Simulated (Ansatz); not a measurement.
## A series in volume scale on SiC

Free energy against uniform scaling of the volume at fixed shape and fractions; periodic cell, basis, potentials, k mesh and filling as listed. The results are calculated, by Ansatz 0.2.0.

The cell before it is scaled or strained (space group F-43m, No. 216):
```
CELL_PARAMETERS angstrom
0.00000 2.17900 2.17900
2.17900 0.00000 2.17900
2.17900 2.17900 0.00000
ATOMIC_POSITIONS crystal
Si 0.00000 0.00000 0.00000
C 0.25000 0.25000 0.25000
```

Settings of every row: functional PBE; dispersion none; potentials all-electron LAPW; k mesh 7x7x7; k shift 0x0x0; occupations fixed; smearing width 0 eV; spin none.

```
row  volume scale  V (Å³/atom)  energy above lowest point (meV/atom)
  1          0.94        9.725                                  43.1
  2          0.96        9.932                                  22.4
  3          0.98       10.139                                     ?
  4             1       10.346                                   1.4
  5          1.02       10.553                                     0
  6          1.04        10.76                                   3.8
  7          1.06       10.967                                  12.5
```

Question: what energy above lowest point should row 3 give?

Worked fit of energy above lowest point. Take u = (V_r/V)^(2/3) − 1 with V_r = 10.45 Å³ an atom, which is twice the finite (Eulerian) strain; such expansions in the strain, on which the Birch-Murnaghan equation of state is built, carry the rest volume and the bulk modulus. The shown rows have u = 0.0491, 0.03447, 0.00669, -0.00652, -0.0193, -0.03168. Least squares give energy above lowest point = 0.01 + 105.3 × u + 15742 × u² meV/atom; a straight line predicts inner rows, each left out in turn, worse (root mean square 9.9 against 0.055 meV/atom). The rows lie off it by 0.0, 0.1, 0.0, 0.0, 0.0, 0.0. Its lowest point lies at u = -0.0033, or V = 10.5 Å³ an atom, and the curvature there gives the bulk modulus at fixed shape and fractions, B = (4/9)(1 + u)² E″(u)/V = 212 GPa. The withheld row has u = 0.02035, so the fit gives 0.01 + 105.3 × (0.02035) + 15742 × (0.02035)² = 8.7 meV/atom.

The calculation gave 8.7 meV/atom. The fit meets it to the printed digit.
